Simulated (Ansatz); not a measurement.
# Sb: pressure and energy less free atoms as volume scale varies

Results calculated with Ansatz 0.2.0, not measured. Periodic Kohn-Sham DFT of a crystal at fixed atoms, scaled to volume_scale times the given cell; pressure positive in compression, energy less spherical unpolarised free atoms, largest_vzz the field gradient of largest size among the nuclei.

The cell before it is scaled or strained (space group I4/mmm, No. 139):
```
Sb
1.0
     -1.5050     1.5050     2.4800
      1.5050    -1.5050     2.4800
      1.5050     1.5050    -2.4800
Sb
1
Direct
  0.00000 0.00000 0.00000
```

Settings of every row: method all-electron LAPW; functional PBEsol; relativity scalar; k mesh 19x19x19; filling fermi-dirac; smearing width 0.05 eV; basis error target 0.25 meV/atom; nucleus gaussian.

Atom start moment: 0 on all atoms.

Limits: all rows lie far from zero pressure; no spin-orbit coupling on heavy atoms.

```
row  volume scale  V (Å³/atom)  pressure (GPa)  energy less free atoms (eV/atom)
  1          0.94       21.121          24.291                            -3.976
  2          0.95       21.346          22.559                           -4.0088
  3          0.96        21.57          20.918                           -4.0393
  4          0.98        22.02           17.88                           -4.0937
  5          0.99       22.244          16.471                           -4.1177
  6             1       22.469          15.131                           -4.1399
  7          1.01       22.694               ?                                 ?
  8          1.02       22.918          12.652                           -4.1788
  9          1.04       23.368          10.423                           -4.2111
 10          1.05       23.593           9.395                            -4.225
 11          1.06       23.817           8.417                           -4.2375
```

Question: what pressure and energy less free atoms should row 7 give?

Worked fit of pressure. Take u = (V_r/V)^(2/3) − 1 with V_r = 22.357 Å³ an atom, which is twice the finite (Eulerian) strain; such expansions in the strain, on which the Birch-Murnaghan equation of state is built, carry the rest volume and the bulk modulus. The shown rows have u = 0.03864, 0.03133, 0.02418, 0.01018, 0.00338, -0.00333, -0.01639, -0.02905, -0.03524, -0.0413. Least squares give pressure = 15.7893 + 199.85 × u + 519.16 × u² GPa; a straight line predicts inner rows, each left out in turn, worse (root mean square 0.29 against 0.004 GPa). The rows lie off it by 0.004, -0.001, -0.007, 0.002, 0.000, 0.001, -0.001, 0.001, 0.004, -0.004 (root mean square 0.0032 GPa). The withheld row has u = -0.00992, so the fit gives 15.7893 + 199.85 × (-0.00992) + 519.16 × (-0.00992)² = 13.858 GPa.

The calculation gave 13.859 GPa. The fit lies 0.001 GPa (0.0063 % of the column's range) below it, one unit of the last digit.

Worked fit of energy less free atoms. Take u = (V_r/V)^(2/3) − 1 with V_r = 22.357 Å³ an atom, which is twice the finite (Eulerian) strain; such expansions in the strain, on which the Birch-Murnaghan equation of state is built, carry the rest volume and the bulk modulus. The shown rows have u = 0.03864, 0.03133, 0.02418, 0.01018, 0.00338, -0.00333, -0.01639, -0.02905, -0.03524, -0.0413. Least squares give energy less free atoms = −4.12908 + 3.3051 × u + 16.755 × u² + 6.7 × u³ eV/atom; a parabola predicts inner rows, each left out in turn, worse (root mean square 9.5e-05 against 4.9e-05 eV/atom). The rows lie off it by 0.0000, 0.0001, 0.0000, 0.0000, 0.0000, 0.0000, 0.0000, 0.0000, 0.0000, 0.0000. The withheld row has u = -0.00992, so the fit gives −4.12908 + 3.3051 × (-0.00992) + 16.755 × (-0.00992)² + 6.7 × (-0.00992)³ = -4.1602 eV/atom.

The calculation gave -4.1602 eV/atom. The fit meets it to the printed digit.
